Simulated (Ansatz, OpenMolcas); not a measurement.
# How basis sets differ on CH3In (SMILES C[In])

CH3In: 5 atoms, total charge 0, spin state singlet. As SMILES, `C[In]`. Geometry: relaxed at PBE0-D4/def2-TZVP.

Each level gives the HOMO–LUMO gap (eV). The values are calculated.

| level | kind | program | value (eV) | CPU time |
| --- | --- | --- | --- | --- |
| HF/ANO-R0 (sfX2C) | Hartree–Fock | OpenMolcas | 9.00 | 2.9 s |
| HF/ANO-RCC-MB (DKH2) | Hartree–Fock | OpenMolcas | 8.71 | 3.8 s |
| HF/STO-3G | Hartree–Fock | OpenMolcas | 10.14 | 2 s |
| HF/3-21G | Hartree–Fock | Ansatz | 8.02 | 0.81 s |
| HF/ANO-R1 (sfX2C, RICD fitting) | Hartree–Fock | OpenMolcas | 8.30 | 12 s |
| HF/def2-SVPD (core potential) | Hartree–Fock | OpenMolcas | 8.23 | 5 s |

All-electron rows without a relativistic Hamiltonian named are non-relativistic, while core potentials hold scalar relativity, so basis and relativity change together. The values span 8.02 to 10.14 eV. A Hartree–Fock LUMO above zero doesn't converge with the basis: it sinks as sets grow more diffuse. Orbital gaps aren't excitation energies. Times are those of the runs behind each value, whatever else they computed, on shared processors of several kinds: orders of magnitude only.

The gaps fall into two groups: the three minimal sets give 8.71 to 10.14 eV, while the three larger sets lie between 8.02 and 8.30 eV. Methylindium is an In(I) compound, whose HOMO is expected to be largely the indium 5s lone pair, mixed with In–C σ character, and whose LUMO is expected to be the empty 5p pair perpendicular to the In–C bond. A minimal set gives these 5p orbitals a fixed radial shape, so they can't expand as an unoccupied level would, which probably keeps the LUMO too high. STO-3G is the extreme case, as its generic exponents describe the indium valence shell less well than contractions derived from atomic calculations.

The lowest gap comes from 3-21G, not from the set with diffuse functions. Scalar relativity stabilises the 5s shell and would tend to widen the gap, so its absence may contribute here, alongside the limits of the small basis. Without the separate orbital energies, the shifts can't be assigned to the HOMO or the LUMO.
